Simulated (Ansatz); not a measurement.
## V: the change of pressure with volume per atom

Results calculated with Ansatz 0.2.0 development build, not measured. Equation of state of a cubic crystal from periodic Kohn-Sham density functional theory without spin; pressure corrected for the finite basis.

Cell of the first row (space group Im-3m, No. 229):
```
CELL_PARAMETERS angstrom
-1.45740 1.45740 1.45740
1.45740 -1.45740 1.45740
1.45740 1.45740 -1.45740
ATOMIC_POSITIONS crystal
V 0.00000 0.00000 0.00000
```

Settings of every row: formula V; structure type bcc; functional r2SCAN; spin treatment none; k mesh 16x16x16; occupation method fermi-dirac; occupation width 0.1 eV; wave cutoff 500 eV; datasets soft-1 PAW; density cutoff ratio 4.

```csv
row,volume per atom (Å³),pressure (GPa),energy above lowest point (meV/atom)
1,12.383,15.961,43.39
2,12.787,8.447,12.85
3,13.191,?,?
4,13.595,-3.787,2.54
5,13.998,-8.719,18.45
```

Question: what pressure should row 3 give?

Worked fit of pressure. Take u = (V_r/V)^(2/3) − 1 with V_r = 13.191 Å³ an atom, which is twice the finite (Eulerian) strain; such expansions in the strain, on which the Birch-Murnaghan equation of state is built, carry the rest volume and the bulk modulus. The shown rows have u = 0.04304, 0.02095, -0.01991, -0.03881. Least squares give pressure = 1.9049 + 298.785 × u + 645.6 × u² GPa; a straight line predicts inner rows, each left out in turn, worse (root mean square 0.62 against 0.0023 GPa). The rows lie off it by 0.000, -0.001, 0.001, 0.000. The pressure vanishes at u = -0.0065, or V = 13.32 Å³ an atom, and there the bulk modulus at fixed shape and fractions is B = −V dP/dV = (2/3)(1 + u) dP/du = 192 GPa. The withheld row has u = 0, so the fit gives 1.9049 + 298.785 × (0) + 645.6 × (0)² = 1.905 GPa.

The calculation gave 1.903 GPa. The fit lies 0.002 GPa (0.0081 % of the column's range) above it; its largest miss of a shown row is 0.001 GPa.

The other values of row 3: energy above lowest point 0 meV/atom.
